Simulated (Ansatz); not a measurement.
RuSe: formation energy and pressure against volume per atom

Results calculated with Ansatz 0.2.0, not measured. Plane-wave density functional theory, PAW datasets, Gaussian smearing 0.05 eV: one cell in which all forces lie under 0.002 eV/angstrom; stress (xx yy zz yz xz xy) and pressure positive in compression; site moments are of spin alone; formation energy from the elements run alike, uncorrected.

Cell of the first row (space group F-43m, No. 216):
```
cell vectors (Å)
   0.0000     2.7006     2.7006
   2.7006     0.0000     2.7006
   2.7006     2.7006     0.0000
atoms (fractions of the cell vectors)
Ru  0.00000  0.00000  0.00000
Se  0.25000  0.25000  0.25000
```

Settings of every row: paw set soft_2; functional PBE; spin treatment none; moment partition spheres; spin axis none; wave cutoff 420 eV; k mesh 10x10x10; SCF start atoms; lower state search light; symmetry use detected.

Atom first moment, atom hubbard u: 0 on all atoms.

Limits: the cell comes from a prototype or a list of computed structures and needn't be the stable phase.

```
row  volume per atom (Å³)  formation energy (eV per atom)  pressure (GPa)  energy above relaxed cell (meV per atom)
  1                19.696                          0.1816            7.67                                     25.82
  2                20.009                           0.169            5.32                                      13.2
  3                20.426                          0.1589            2.50                                      3.13
  4                20.753                          0.1559            0.51                                      0.14
  5                20.843                          0.1558           -0.01                                         0
  6                 21.26                               ?               ?                                         ?
  7                21.676                          0.1673           -4.21                                     11.49
  8                 22.17                          0.1835           -6.25                                     27.72
  9                22.302                          0.1889           -6.75                                     33.09
 10                22.927                          0.2195           -8.86                                     63.74
 11                24.068                          0.2939          -11.83                                    138.14
```

Question: what formation energy and pressure should row 6 give?

Worked fit of formation energy. Take u = (V_r/V)^(2/3) − 1 with V_r = 21.259 Å³ an atom, which is twice the finite (Eulerian) strain; such expansions in the strain, on which the Birch-Murnaghan equation of state is built, carry the rest volume and the bulk modulus. The shown rows have u = 0.05223, 0.04123, 0.02701, 0.01619, 0.01326, -0.01287, -0.02759, -0.03143, -0.04911, -0.07941. Least squares give formation energy = 0.15881 − 0.4476 × u + 16.475 × u² + 8.69 × u³ eV per atom; a parabola predicts inner rows, each left out in turn, worse (root mean square 0.00055 against 2.3e-05 eV per atom). All shown rows lie on it to the printed digit. The withheld row has u = -3e-05, so the fit gives 0.15881 − 0.4476 × (-3e-05) + 16.475 × (-3e-05)² + 8.69 × (-3e-05)³ = 0.1588 eV per atom.

The calculation gave 0.1588 eV per atom. The fit meets it to the printed digit.

Worked fit of pressure. Take u = (V_r/V)^(2/3) − 1 with V_r = 21.259 Å³ an atom, which is twice the finite (Eulerian) strain; such expansions in the strain, on which the Birch-Murnaghan equation of state is built, carry the rest volume and the bulk modulus. The shown rows have u = 0.05223, 0.04123, 0.02701, 0.01619, 0.01326, -0.01287, -0.02759, -0.03143, -0.04911, -0.07941. Least squares give pressure = −2.229 + 160.16 × u + 535.6 × u² + 517 × u³ GPa; a parabola predicts inner rows, each left out in turn, worse (root mean square 0.033 against 0.0045 GPa). The rows lie off it by 0.00, 0.00, 0.00, 0.00, 0.00, -0.01, 0.00, 0.00, 0.00, 0.00. The pressure vanishes at u = 0.0133, or V = 20.84 Å³ an atom, and there the bulk modulus at fixed shape and fractions is B = −V dP/dV = (2/3)(1 + u) dP/du = 118 GPa. The withheld row has u = -3e-05, so the fit gives −2.229 + 160.16 × (-3e-05) + 535.6 × (-3e-05)² + 517 × (-3e-05)³ = -2.23 GPa.

The calculation gave -2.23 GPa. The fit meets it to the printed digit.

The other values of row 6: energy above relaxed cell 3.02 meV per atom.
